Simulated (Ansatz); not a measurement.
## Ligand exchange: CH3F + BH2(OH) → HOF + BH2(CH3)

Gas-phase species: CH3F (fluoromethane) `CF`, singlet; BH2(OH), singlet; HOF (hypofluorous acid) `OF`, singlet; BH2(CH3), singlet. The partners trade CH3 for OH: F–CH3 and B–OH bonds give way to F–OH and B–CH3.

Shapes, held fixed at every level: PBE0-D4/def2-TZVP. Programs: Ansatz 0.2.0. The zero-point and thermal change to 298 K, harmonic and unscaled (PBE0-D4/def2-TZVP), is -10.9 kJ/mol.

| level | kind | ΔH(298 K) (kJ/mol) | less CCSD(T)/CBS estimate |
| --- | --- | --- | --- |
| PBE-D4/def2-TZVPP | GGA | +427.2 | -30.4 |
| B3LYP-D4/def2-TZVPP | global hybrid | +447.3 | -10.3 |
| BHLYP-D4/def2-TZVPP | global hybrid | +469.0 | +11.4 |
| PBE0-D4/def2-TZVPP | global hybrid | +445.0 | -12.6 |
| wB97M-V/def2-TZVPP | range-separated hybrid | +448.7 | -8.9 |
| wB97X-V/def2-TZVPP | range-separated hybrid | +445.6 | -12.0 |
| MP2/def2-SVP | perturbation theory | +479.0 | +21.4 |
| CCSD(T)/CBS estimate | coupled cluster or CI | +457.6 | 0.0 |

The highest level, CCSD(T)/CBS estimate, gives ΔH(298 K) = +457.6 kJ/mol; the levels span +427.2 to +479.0. The column of differences is taken from that level and isn't an error. No measured value is set beside it here. The CBS estimate extrapolates MP2 from def2-TZVPP and def2-QZVPP and adds CCSD(T) − MP2 in the triple-zeta set, cores frozen.

The exchange is strongly endothermic at every level, and the spread between methods is small beside the reaction enthalpy of +457.6 kJ/mol, so the preference for the C–F/B–O pairing is secure. Both halves of the swap probably contribute. A strong, polar C–F bond gives way to an O–F bond between two electronegative atoms, which gains little from charge transfer and is weakened by repulsion between adjacent lone pairs. At boron, the π donation from the oxygen lone pair into the empty p orbital is lost, and the methyl group replaces it only with weaker hyperconjugation.

PBE gives the lowest value and BHLYP the highest among the density functionals, which may reflect how exact exchange shifts the balance between the O–F bond and the more polar bonds it replaces. The order isn't strictly one of exchange fraction, however, as B3LYP lies slightly above PBE0. The MP2 deviation can't be assigned to perturbation theory alone, since its basis is also the smallest used.
